\section*{Structure factors of crenel and sawtooth domains}

Layered bismuth titanates, known from ferroelectric thin films, stack perovskite blocks of several thicknesses. When two thicknesses alternate as evenly as the composition allows, the stack can be described as a small basic cell in which an atom is present or absent according to a periodic switching function, the crenel, and is displaced by an amount linear in the argument of that function, the sawtooth. Both give closed structure factors.

\subsection*{Premises and conventions}

Lengths are in \AA. The scattering vector $\mathbf S$ has magnitude $2\sin\theta/\lambda$ in \AA$^{-1}$, without a factor $2\pi$, and an atom at $\mathbf r$ scatters with amplitude $f\exp(2\pi i\,\mathbf S\cdot\mathbf r)$. Here $f(S)$ is the X-ray or electron form factor or the neutron scattering length. The premises are these.

\begin{enumerate}
\item Scattering is kinematic: amplitudes add and no wave scatters twice.
\item There is a basic lattice with vectors $\mathbf L$ and reciprocal vectors $\mathbf H$, so that $\mathbf H\cdot\mathbf L$ is an integer. An atom has the basic position $\bar{\mathbf r}$ in the cell.
\item In cell $\mathbf L$ the atom has occupancy $p(x_4)$ and position $\mathbf L+\bar{\mathbf r}+\mathbf u(x_4)$, with
\begin{equation}
x_4=t+\mathbf q\cdot(\mathbf L+\bar{\mathbf r}),
\label{eq:x4}
\end{equation}
where $p$ and $\mathbf u$ are bounded, piecewise smooth and of period 1, and $t$ is a constant phase.
\item The wave vector $\mathbf q$ is incommensurate: $k\mathbf q$ is no $\mathbf H$ for any integer $k\ne0$.
\item The crystal has $N\to\infty$ cells and atoms are at rest.
\end{enumerate}

The variable $x_4$ is the internal coordinate of the superspace description of de Wolff, Janner and Janssen. It is evaluated at the basic position, before displacement. The interval of $x_4$ on which $p\neq0$, together with $\mathbf u$ on it, is the atomic domain.

\subsection*{From the lattice sum to an integral over $x_4$}

The amplitude per basic cell from one atom is
\begin{equation}
\frac{A(\mathbf S)}{N}=\frac fN\sum_{\mathbf L}G(x_4)\,e^{2\pi i\mathbf S\cdot(\mathbf L+\bar{\mathbf r})},\qquad G(x_4)=p(x_4)\,e^{2\pi i\mathbf S\cdot\mathbf u(x_4)}.
\label{eq:sum}
\end{equation}

\emph{Step 1: uniform sampling.} For a block-shaped crystal the average of $\exp(2\pi i\mathbf K\cdot\mathbf L)$ over cells is a product of three normalised geometric sums. It equals 1 if $\mathbf K$ is a reciprocal vector. Otherwise one sum has ratio different from 1, stays bounded, and the average tends to zero. With $\mathbf K=k\mathbf q$ and premise 4, the cell average of every harmonic $\exp(2\pi ikx_4)$ tends to its integral over one period. The same then holds for trigonometric polynomials, and for any bounded piecewise continuous periodic function, because its real and imaginary parts can each be enclosed between two such polynomials whose integrals differ by as little as one wishes. This is Weyl's equidistribution theorem.

\emph{Step 2: Fourier expansion.} At fixed $\mathbf S$, $G$ has period 1, so
\begin{equation}
G(x_4)\sim\sum_m g_m(\mathbf S)\,e^{-2\pi imx_4},\qquad g_m(\mathbf S)=\int_0^1 p\,e^{2\pi i(mx_4+\mathbf S\cdot\mathbf u)}\,dx_4 .
\label{eq:gm}
\end{equation}
$G$ has jumps, so the series does not converge uniformly and termwise use needs a reason. A partial sum $P$ can be chosen with $\int_0^1|G-P|\,dx_4<\epsilon$, since the series converges in the mean square. By step 1 the cell average of $|G-P|$ tends to that integral, so replacing $G$ by $P$ in \eqref{eq:sum} changes the limit by less than $|f|\epsilon$.

\emph{Step 3: peak positions.} Inserting \eqref{eq:x4}, term $m$ contributes
\begin{equation}
f\,g_m(\mathbf S)\,e^{-2\pi imt}\,e^{2\pi i(\mathbf S-m\mathbf q)\cdot\bar{\mathbf r}}\,\frac1N\sum_{\mathbf L}e^{2\pi i(\mathbf S-m\mathbf q)\cdot\mathbf L}.
\end{equation}
It survives only if $\mathbf S=\mathbf H+m\mathbf q$. By premise 4 at most one $m$ satisfies this for a given $\mathbf S$. Reflections with $m=0$ are main reflections and the others are satellites of order $m$. Summing over the domains $\nu$ of the cell, and dropping the common phase $\exp(-2\pi imt)$, which no intensity depends on,
\begin{equation}
F(\mathbf H,m)=\sum_\nu f_\nu\,e^{2\pi i\mathbf H\cdot\bar{\mathbf r}_\nu}\,g^{(\nu)}_m(\mathbf S),\qquad \mathbf S=\mathbf H+m\mathbf q .
\label{eq:F}
\end{equation}
The basic position enters with $\mathbf H$ alone, while the displacement enters with the full $\mathbf S$.

\subsection*{The crenel}

Let $p=1$ for $x_0-D/2\le x_4<x_0+D/2$ (modulo 1) and $p=0$ elsewhere, with $0<D\le1$ and $\mathbf u=0$. The integrand of \eqref{eq:gm} has period 1, so the range may be moved to contain the whole domain. With $y=x_4-x_0$,
\begin{equation}
g_m=e^{2\pi imx_0}\int_{-D/2}^{D/2}e^{2\pi imy}dy=e^{2\pi imx_0}\,\frac{e^{i\pi mD}-e^{-i\pi mD}}{2\pi im}=e^{2\pi imx_0}\,\frac{\sin\pi mD}{\pi m}.
\label{eq:crenel}
\end{equation}
For $m=0$ the integral is $g_0=D$, the mean occupancy by step 1, and it is also the $m\to0$ limit of the formula. The factor does not depend on $\mathbf H$, and $|g_m|=|g_{-m}|$. Parseval's theorem gives $\sum_m|g_m|^2=\int p^2dx_4=D$, so the main reflection holds $D^2$ and its satellites together hold $D(1-D)$.

\subsection*{Crenel with sawtooth}

Inside the domain let
\begin{equation}
\mathbf u=\mathbf u_c+2\mathbf u_0\,\frac{x_4-x_0}{D},
\end{equation}
which runs from $\mathbf u_c-\mathbf u_0$ to $\mathbf u_c+\mathbf u_0$. The exponent in \eqref{eq:gm} is $mx_0+\mathbf S\cdot\mathbf u_c+\mu y$, still linear in $y$, with the effective order
\begin{equation}
\mu=m+\frac{2\,\mathbf S\cdot\mathbf u_0}{D}.
\label{eq:mu}
\end{equation}
The integral is that of \eqref{eq:crenel} with the real number $\mu$ in place of $m$:
\begin{equation}
g_m(\mathbf S)=e^{2\pi i(mx_0+\mathbf S\cdot\mathbf u_c)}\,\frac{\sin\pi\mu D}{\pi\mu}
=e^{2\pi i(mx_0+\mathbf S\cdot\mathbf u_c)}\,\frac{\sin[\pi(mD+2\mathbf S\cdot\mathbf u_0)]}{\pi(m+2\mathbf S\cdot\mathbf u_0/D)} .
\label{eq:saw}
\end{equation}
The prefactor keeps the integer $m$, because the sawtooth vanishes at the centre. At $\mu=0$ the modulus is $D$, and it vanishes when $\mu D$ is a nonzero integer.

\subsection*{Decay with satellite order}

Since $\mathbf S$ contains $m$, \eqref{eq:mu} at fixed $\mathbf H$ reads
\begin{equation}
\mu=\kappa\,(m-m^*),\qquad \kappa=1+\frac{2\,\mathbf q\cdot\mathbf u_0}{D},\qquad m^*=-\frac{2\,\mathbf H\cdot\mathbf u_0}{\kappa D},
\label{eq:kappa}
\end{equation}
for $\kappa\neq0$. Therefore
\begin{equation}
|g_m|\le\min\left(D,\ \frac{1}{\pi|\kappa|\,|m-m^*|}\right).
\end{equation}
The envelope of the amplitude falls as $1/|m-m^*|$ and that of the intensity as its square. The centre $m^*$ moves in proportion to $\mathbf H\cdot\mathbf u_0$, so far from the origin the strongest member of a family can be a satellite, and orders $+m$ and $-m$ are unequal. The $1/m$ law describes the tail $|m|\gg|m^*|$ of the geometric factor. The form factor and thermal motion lower the observed amplitudes further.

The slow decay comes from the two edges: \eqref{eq:saw} is the difference of two edge terms $e^{\pm i\pi\mu D}/(2\pi i\mu)$. For contrast, a fully occupied site with $\mathbf u=\mathbf U\sin2\pi x_4$ has $g_m=J_{-m}(z)$ with $z=2\pi\mathbf S\cdot\mathbf U$. The bounds $|J_m(z)|\le|z/2|^{|m|}/|m|!$ and $|m|!\ge(|m|/e)^{|m|}$ show a decay at least as fast as $(\pi e|\mathbf q\cdot\mathbf U|)^{|m|}$, up to a constant factor, which is geometric for small amplitude.

A sum rule survives. $|g|^2$ is the Fourier transform of the autocorrelation of the crenel, $T(y)=\max(D-|y|,0)$. Poisson summation over $\mu=\kappa(m-m^*)$ with $\kappa>0$ gives
\begin{equation}
\sum_m|g_m|^2=\frac1\kappa\sum_kT\!\left(\frac k\kappa\right)e^{-2\pi ikm^*}=\frac D\kappa\quad\text{if }\kappa D\le1,
\label{eq:rule}
\end{equation}
because then only $k=0$ lies where $T\ne0$.

\subsection*{Aurivillius sequences as one domain}

An Aurivillius slab consists of a Bi$_2$O$_2$ layer and a perovskite block A$_{n-1}$B$_n$O$_{3n+1}$ with $n$ sheets of octahedra. With bismuth on all A sites the slab is Bi$_{n+1}$B$_n$O$_{3n+3}$. Bi$_4$Ti$_3$O$_{12}$ has $n=3$ and Bi$_5$Ti$_3$FeO$_{15}$ has $n=4$. Counting one basic cell per bismuth plane, a slab has $n+1$ cells, of which $n$ hold a B plane and one has its B slot vacant, at the middle of the Bi$_2$O$_2$ layer.

Take first the reflections on the stacking axis, which a symmetric $\theta$--$2\theta$ scan of a $c$-oriented film records. They see only the projection on $z$. Let the basic spacing be $\bar c$, let $q=\gamma/\bar c$, and give B slot $j$ the basic position $j\bar c$ and $x_4=t+\gamma j$. Declare the slot vacant for $-\gamma/2\le x_4<\gamma/2$ modulo 1. The B domain then has $x_0=1/2$ and $D=1-\gamma$.

\emph{Sequence.} Measure a vacancy's coordinate $\xi\in[0,\gamma)$ from the lower edge of the window. The next vacancy comes at the first $k$ with $\xi+k\gamma\ge1$, since then $\xi+k\gamma-1<\gamma$. For $1/5\le\gamma\le1/4$ this is $k=4$ if $\xi\ge1-4\gamma$ and $k=5$ otherwise. Only $n=3$ and $n=4$ slabs occur, and by step 1 the fraction of $n=4$ slabs is $(1-4\gamma)/\gamma=1/\gamma-4$.

\emph{Sawtooth.} Write $u=\sigma(x_4-1/2)$ with slope $\sigma=2u_0/D$ in \AA\ per period. Between neighbouring B planes of a block $x_4$ advances by $\gamma$, so their distance is $d=\bar c+\sigma\gamma$. Across a vacancy the basic position advances by $2\bar c$ and the reduced $x_4$ by $2\gamma-1$, so the gap is $g=2\bar c+\sigma(2\gamma-1)$. Neither depends on $j$. The linear domain is thus identical to a stack of rigid blocks with two spacings, and solving the two relations gives
\begin{equation}
\sigma=2d-g,\qquad \bar c=d-\gamma(2d-g),\qquad \kappa=1+\frac{\gamma\sigma}{\bar c}=\frac d{\bar c}.
\label{eq:rigid}
\end{equation}
A slab is $(n-1)d+g$ thick. With $S=(l+m\gamma)/\bar c$, \eqref{eq:saw} becomes
\begin{equation}
g_{lm}=(-1)^m\,\frac{\sin[\pi\mu(1-\gamma)]}{\pi\mu},\qquad \mu=m+S\sigma=\frac{l\sigma+md}{\bar c}.
\label{eq:B}
\end{equation}
Moreover $Sd=S\bar c+\gamma S\sigma=l+m\gamma+\gamma(\mu-m)=l+\gamma\mu$. The condition $\mu=0$ is $S=l/d$, the Bragg condition for the spacing inside a block. The envelope is centred where the planes of one block scatter in phase, and the stacking decides at which points it is sampled. For $\sigma=0$, $\sin(\pi m-\pi m\gamma)=-(-1)^m\sin\pi m\gamma$ turns \eqref{eq:B} into $-\sin(\pi m\gamma)/(\pi m)$ for $m\ne0$, the negative of the factor of the vacancy window.

\emph{Other planes.} A bismuth plane with basic position $(j+1/2)\bar c$ has $x_4$ larger by $\gamma/2$ than slot $j$. It follows a vacancy for $x_4\in[0,\gamma)$, precedes one for $x_4\in[-\gamma,0)$, and lies inside a block for $x_4\in[\gamma,1-\gamma)$. These are three domains with widths $\gamma$, $\gamma$ and $1-2\gamma$. If each plane keeps a fixed distance from a neighbouring B plane, it shares the slope $\sigma$ and differs only in $x_0$, $D$ and $u_c$. All terms of \eqref{eq:F} then have the same $\mu$, and the whole structure factor has a $1/|\mu|$ envelope.

\emph{Off the axis.} In the ideal tetragonal structure each Bi$_2$O$_2$ layer shifts the next block by $(\mathbf a+\mathbf b)/2$. For $h+k$ odd the sign of $G$ alternates from block to block, so $G$ has period 2 in $x_4$. The average over two periods is $\tfrac12(1-e^{2\pi im})$ times the integral over one domain. It vanishes for integer $m$ and reproduces \eqref{eq:saw} for half-odd $m$.

\subsection*{Range of validity}

\emph{Commensurate sequences.} If $\gamma=r/N_c$ in lowest terms, $x_4$ visits only $N_c$ points with spacing $1/N_c$ and step 1 fails. A half-open domain of width $D=M/N_c$ holds exactly $M$ of them, at $y=y_c+[k-(M-1)/2]/N_c$ with $k=0,\dots,M-1$, where the offset $y_c$ depends on $t$. The geometric sum replaces the integral:
\begin{equation}
g_m=e^{2\pi i(mx_0+Su_c+\mu y_c)}\,\frac{\sin\pi\mu D}{N_c\sin(\pi\mu/N_c)} .
\label{eq:comm}
\end{equation}
Its modulus is that of \eqref{eq:saw} times $\rho=|\eta/\sin\eta|$, with $\eta=\pi\mu/N_c$ and $\rho\approx1+\eta^2/6$ for small $\eta$. The labels $(l,m)$ and $(l-r,m+N_c)$ now name one reflection and their $\mu$ differ by $N_c$. One may choose $|\mu|\le N_c/2$, and then $1\le\rho\le\pi/2$. The closed form serves a periodic member only for $|\mu|\ll N_c$.

\emph{Order.} The sequence must be the even one generated by the window. Randomly stacked slabs of the same composition have no $x_4$ description, and in general they give broadened maxima in place of the satellites.

\emph{Blurred edges.} If the occupancy step is smeared by a Gaussian of standard deviation $w\ll\min(D,1-D)$ while the line $u(x_4)$ stays fixed, the convolution theorem multiplies \eqref{eq:saw} by $\exp(-2\pi^2w^2\mu^2)$. The $1/\mu$ tail then ends near $|\mu|\sim1/(2\pi w)$.

\emph{Linearity.} A departure $\varepsilon(x_4)$ from the straight line adds the phase $2\pi S\varepsilon$, which must be small compared with 1.

\emph{Thermal motion.} An isotropic parameter $B$ that is constant over the domain multiplies the amplitude by $\exp(-BS^2/4)$. If $B$ varies with $x_4$ it belongs inside the integral.

\emph{Size and multiple scattering.} A film of thickness $T_f$ gives peaks of width about $1/T_f$. The points $l+m\gamma$ are dense, so only reflections separated by more than this width are resolved. In electron diffraction the positions $\mathbf H+m\mathbf q$ hold, because multiple scattering adds such vectors, but kinematic intensities usually do not.

\subsection*{Numerical illustration}

Take an ideal intergrowth of $n=3$ and $n=4$ slabs with $n=4$ fraction $(3-\sqrt5)/2=0.382$, which makes the slab order a Fibonacci chain. This order is an idealisation chosen to be strictly aperiodic. Ti and Fe are taken as randomly mixed on B, so that one mean $f$ applies. Then $\gamma=(11+\sqrt5)/58=0.2282$ and $D=0.7718$. The inputs are $d=4.20$~\AA\ and $g=8.00$~\AA. They were chosen to reproduce the typical Ti--Ti plane distance of about 4.2~\AA\ and the typical repeat of about 32.8~\AA\ (two slabs) of Bi$_4$Ti$_3$O$_{12}$. The model's slabs are 16.4 and 20.6~\AA\ thick. Equation \eqref{eq:rigid} gives $\sigma=0.40$~\AA, $\bar c=4.109$~\AA, $u_0=\sigma D/2=0.154$~\AA\ and $\kappa=1.0222$. For $l=4$, $\mu=0.3894+1.0222\,m$ and $m^*=-0.381$, at $S=4/d=0.952$~\AA$^{-1}$. Angles are for Cu K$\alpha_1$, with $\lambda$ taken as approximately 1.5406~\AA. The digits are those of the model for these inputs.

\begin{center}
\begin{tabular}{rrrrrr}
\hline
$m$ & $S$ (\AA$^{-1}$) & $2\theta$ (deg) & $\mu$ & crenel only & $g_{4m}$\\
\hline
$-2$ & 0.862 & 83.3 & $-1.655$ & $-0.158$ & $-0.147$\\
$-1$ & 0.918 & 90.0 & $-0.633$ & $-0.209$ & $-0.503$\\
$0$ & 0.974 & 97.2 & 0.389 & 0.772 & 0.662\\
$1$ & 1.029 & 104.9 & 1.412 & $-0.209$ & 0.063\\
$2$ & 1.085 & 113.3 & 2.434 & $-0.158$ & $-0.049$\\
\hline
\end{tabular}
\end{center}

The crenel column uses the same $S$ with the displacement switched off, and all its satellites together hold $D(1-D)=0.176$. The sawtooth moves weight to the low-angle side, where $4/d$ lies. The ratio $|g_{4,-1}/g_{40}|^2$ rises from 0.073 to 0.58. The five squared entries sum to 0.719, against $D/\kappa=0.755$ from \eqref{eq:rule}, which leaves 0.036 for $|m|\ge3$. Members of other families fall in between: $(5,-4)$ at $S=0.995$~\AA$^{-1}$ has $g=0.056$.

For the regular $3+4$ intergrowth, $\gamma=2/9$ with period $5d+2g=37.0$~\AA, the factor $\rho$ is 1.008 for $(4,-1)$ and 1.13 for $(4,2)$. For $n=3$ alone, $\gamma=1/4$, the reflection $(4,-1)$ is $0\,0\,30$ of the two-slab cell, whose index is $8l+2m$, and $\rho=1.043$.

The neglected terms have the following sizes at $(4,-1)$. An illustrative $B=1$~\AA$^2$ multiplies the intensity ratio to $(4,0)$ by 1.05. A 100~nm film holds 243 basic cells, and its peak width of 0.001~\AA$^{-1}$ is far below the satellite spacing $\gamma/\bar c=0.0555$~\AA$^{-1}$. An illustrative departure from linearity of 0.05~\AA\ gives a phase of 0.29~rad, against $2\pi Su_0=0.89$~rad from the sawtooth at the domain edge, so it can rival the effect in a quantitative fit. The slope matters as much. With $d=4.22$~\AA\ and $g=7.96$~\AA, which keeps the $n=3$ slab thickness, $\sigma=0.48$~\AA\ and the ratio 0.58 becomes 0.81.

The table is the geometric factor of the B planes alone. In the forward direction a basic cell offers X-rays 83 electrons on Bi, 24 on three O, and $22D=17$ on B counted as Ti, so observed $00l$ intensities are governed by the three bismuth domains and need the full sum \eqref{eq:F}. The model's result for the B planes is a ratio $|g_{4,-1}/g_{40}|^2$ of about 0.6 to 0.8 for $d$ between 4.20 and 4.22~\AA, where a crenel without displacement gives 0.073.